Q: Taking one electron from bent BHN, which way does Hartree–Fock err, and why?

A: The table compares how well each level gives one ionisation energy. The atoms, bonded in the order B–N–H, stay fixed while the molecule goes from a neutral state with three unpaired electrons to a cation with four. R and U mark restricted and unrestricted orbitals: in the first the two spins share their orbitals, in the second each spin has its own.

Vertical ionisation energy of BHN from the neutral quartet to the quintet cation, calculated with Ansatz 0.2.0 at the listed levels in the cc-pVDZ basis, relative to UCCSDT(Q). Both states use the same PBE0/def2-TZVP geometry, and the correlated wavefunction levels keep the cores frozen.

```
           level  this level less the reference (UCCSDT(Q), same basis) (meV)
             RHF                                                      -1468.0
             UHF                                                      -1487.0
            RMP2                                                       -102.0
            UMP2                                                       -112.0
            CISD                                                       -222.0
           RCCSD                                                        -91.0
           UCCSD                                                        -92.0
        RCCSD(T)                                                        -20.0
        UCCSD(T)                                                        -20.0
         BCCD(T)                                                        -21.0
          RCCSDT                                                         -7.0
          UCCSDT                                                         -8.0
       RCCSDT(Q)                                                          0.0
  CASSCF valence                                                      -1113.0
  NEVPT2 valence                                                       -192.0
  MRCISD valence                                                        -95.0
MRCISD+Q valence                                                        -14.0
             PBE                                                        510.0
          r2SCAN                                                        300.0
            PBE0                                                        323.0
           B3LYP                                                        506.0
         wB97M-V                                                        372.0
          B2PLYP                                                        241.0
         RPA-PBE                                                        320.0
```

Hartree–Fock makes the gap too low, by about 1.5 eV in both forms. Going from three to four unpaired electrons while losing one means that a pair is broken. Hartree–Fock lets each electron feel only the average repulsion of the others, so it leaves out the energy gained when electrons avoid one another, the correlation energy. The neutral has more of it to lose: UHF puts its total energy 5.33 eV above the reference level, but that of the cation only 3.85 eV. The starting state is therefore too high by more than the final state, and the step between them comes out too small.

Helium shows the same effect in its purest form. Its ion has a single electron and no correlation at all, so Hartree–Fock underestimates the ionisation energy by the whole correlation energy of the atom. The likeness ends there, because the BHN cation keeps most of its pairs and only the difference between the two states matters.

Q: Can the size of that error be guessed by counting electrons?

A: Fairly well. Outside the frozen cores the neutral has six electrons of the majority spin and three of the minority spin; the cation has six and two. The number of pairs with opposite spins falls from 18 to 12.

Pairs with equal spins fall from 18 to 16. They matter less, since the Pauli principle already keeps such electrons apart. MP2, the simplest correction for correlation, gives all opposite-spin pairs of the neutral together 3.32 eV and all equal-spin pairs 1.19 eV. If every pair of a kind counts the same, the loss on ionisation is

(6/18) × 3.32 eV + (2/18) × 1.19 eV ≈ 1.24 eV

The computed gap rises by 1.38 eV from UHF to UMP2, so the count falls short by a tenth. Against the full UHF error of 1.49 eV it falls short by about a sixth, since MP2 itself does not recover everything. It has no adjustable constant, and its energies come from the neutral alone, so the gap it is compared with did not enter. It treats all orbitals alike and ignores how the remaining electrons rearrange, so closer agreement would be accidental. The output after this exchange lists the numbers of pairs lost and the resulting estimate.

Q: What would change if a majority-spin electron left instead?

A: The cation would then have five majority and three minority electrons. Only three opposite-spin pairs would be lost instead of six, though five equal-spin pairs would go instead of two. An average opposite-spin pair is worth almost three equal-spin pairs, so the total loss should be smaller. By this count Hartree–Fock should still give too low a gap, but by less. No row here tests this, and the orbital that the electron leaves would matter too.

Q: MP2 and CCSD give almost the same gap. Are they equally good here?

A: For this difference they are close; for the two states themselves they are not. CCSD, coupled cluster with single and double excitations, lets the electron pairs influence one another, which MP2 does not. The unrestricted MP2 energy lies 0.82 eV above the reference level for the neutral and 0.71 eV for the cation. The two errors are nearly equal and mostly cancel in the gap.

UCCSD starts from much smaller errors, 0.18 eV for the neutral and 0.08 eV for the cation. Less is left to cancel, and the gap ends up about as good as that of MP2. A good gap shows that the errors of two states are alike, which is a weaker statement than that both are small. MP2 would be a riskier choice for a process in which its errors match less well.

Q: CISD also uses single and double excitations. Why is it worse than CCSD?

A: While one pair of electrons avoids each other, a second pair elsewhere in the molecule can do the same. Describing both events at once takes four excited electrons. CCSD includes such events as products of double excitations, whereas CISD stops at two excited electrons and leaves them out. The more correlation a state has, the more it loses by this, so the neutral suffers more than the cation. That argument accounts for the direction of the difference: the CISD gap lies 131 meV below that of RCCSD.

The multireference rows point the same way. MRCISD is the same kind of expansion, started from several electron configurations instead of one, and +Q is an estimate of the absent fourfold excitations. Adding it raises the gap by 81 meV and leaves it only 14 meV below the reference.

Q: CASSCF starts from many configurations too. Why does it still miss by more than 1 eV?

A: It spreads the electrons over a small set of valence orbitals. This is what a molecule needs when several configurations compete, as in a stretched bond. The pair broken here needs something else. Two electrons in the same region avoid each other at short range, and describing that motion takes many small contributions from orbitals outside the valence set.

The numbers fit this picture. CASSCF raises the gap by only 355 meV from RHF, while NEVPT2, which adds the outside orbitals by perturbation theory, raises it by a further 921 meV. Having many configurations therefore does not by itself make a method accurate; they must be the ones that describe the correlation lost in the process. One caution remains: CASSCF can settle on a higher solution, and the solutions reached here were not inspected, so part of the miss could have that cause.

Q: Which digits of the reference gap can I trust?

A: Within this basis, the first decimal is safe and the second is reasonable. Letting three electrons be excited together, the step from UCCSD to UCCSDT, raises the gap by 84 meV. The cheaper estimate of this effect, written (T), captures 72 meV of it. An estimate of fourfold excitations, written (Q), adds the last 8 meV. The steps shrink quickly, and differences of 1 meV between neighbouring rows deserve no explanation.

Comparison with an experiment is another matter. All these levels share one small basis, which describes the close avoidance of electrons poorly. Since the neutral has more correlation to gain, a larger basis should raise the reference gap of 11.63 eV. The gap also holds the atoms still, starts from a quartet that need not be the ground state of the neutral, and leads to a high-spin cation, so it need not be the lowest ionisation energy that a spectrum would show.

Q: Then do the functionals really overestimate the gap?

A: Against this reference they do, in every row, from 241 meV for B2PLYP to 510 meV for PBE. But the reference is probably too low itself. An ordinary functional such as PBE reads its correlation energy from the density, which even a small basis describes fairly well. Its gap should therefore move less than the reference when the basis grows, and its positive error should shrink. Some of the apparent fault of such functionals thus belongs to the basis; how much is not settled by these numbers.

It is also tempting to blame a lack of exact exchange, the exchange energy taken from Hartree–Fock. Replacing a quarter of the exchange in PBE by it gives PBE0 and lowers the gap by 187 meV. Yet r2SCAN, with no exact exchange, does slightly better than PBE0, and B3LYP, with a fifth, is almost as far off as PBE. The correlation part of a functional matters as well. B3LYP takes about a fifth of its correlation from a local form that is known to exaggerate it. That may be one reason why its gap is so high, though no row here tests it by itself.

This is also why PBE0 does not inherit a quarter of the large Hartree–Fock error. It borrows only exchange and keeps the full correlation of PBE, so the energy of the broken pair stays in the calculation. What ruins the Hartree–Fock gap is the absence of correlation, and mixing in exact exchange leaves the correlation term of the functional whole. It does remove some of the correlation that approximate exchange imitates, which matters most where several configurations compete.

Output of the analysis:

```
UHF gap (eV), reference gap from the caption plus error: 10.14
UHF error of the neutral total energy (eV): 5.334
UHF error of the cation total energy (eV): 3.847
UMP2 error of the neutral total energy (eV): 0.8211
UMP2 error of the cation total energy (eV): 0.7091
UCCSD error of the neutral total energy (eV): 0.177
UCCSD error of the cation total energy (eV): 0.08499
UCCSD(T) error of the neutral total energy (eV): 0.03799
UCCSD(T) error of the cation total energy (eV): 0.01799
opposite-spin pairs lost when a minority electron leaves: 6
same-spin pairs lost when a minority electron leaves: 2
opposite-spin pairs lost if a majority electron left instead: 3
average opposite-spin over average same-spin pair energy, MP2, neutral (ratio): 2.791
pair-count estimate of the MP2 correlation lost (meV): 1240
computed rise of the gap from UHF to UMP2 (meV): 1375
estimate as share of the computed rise (percent): 90.16
share of the UHF gap error removed by UMP2 (percent): 92.47
CISD gap below RCCSD gap (meV): 131
rise of the MRCISD gap by +Q (meV): 81
rise of the gap from UCCSD to UCCSDT (meV): 84
rise of the gap from UCCSD to UCCSD(T) (meV): 72
rise of the gap from UCCSDT to the reference (meV): 8
rise of the gap from RHF to CASSCF (meV): 355
rise of the gap from CASSCF to NEVPT2 (meV): 921
PBE gap above PBE0 gap (meV): 187
B3LYP gap above PBE0 gap (meV): 183
neutral RCCSDT(Q) total energy above UCCSDT(Q) (meV): 1.86
```
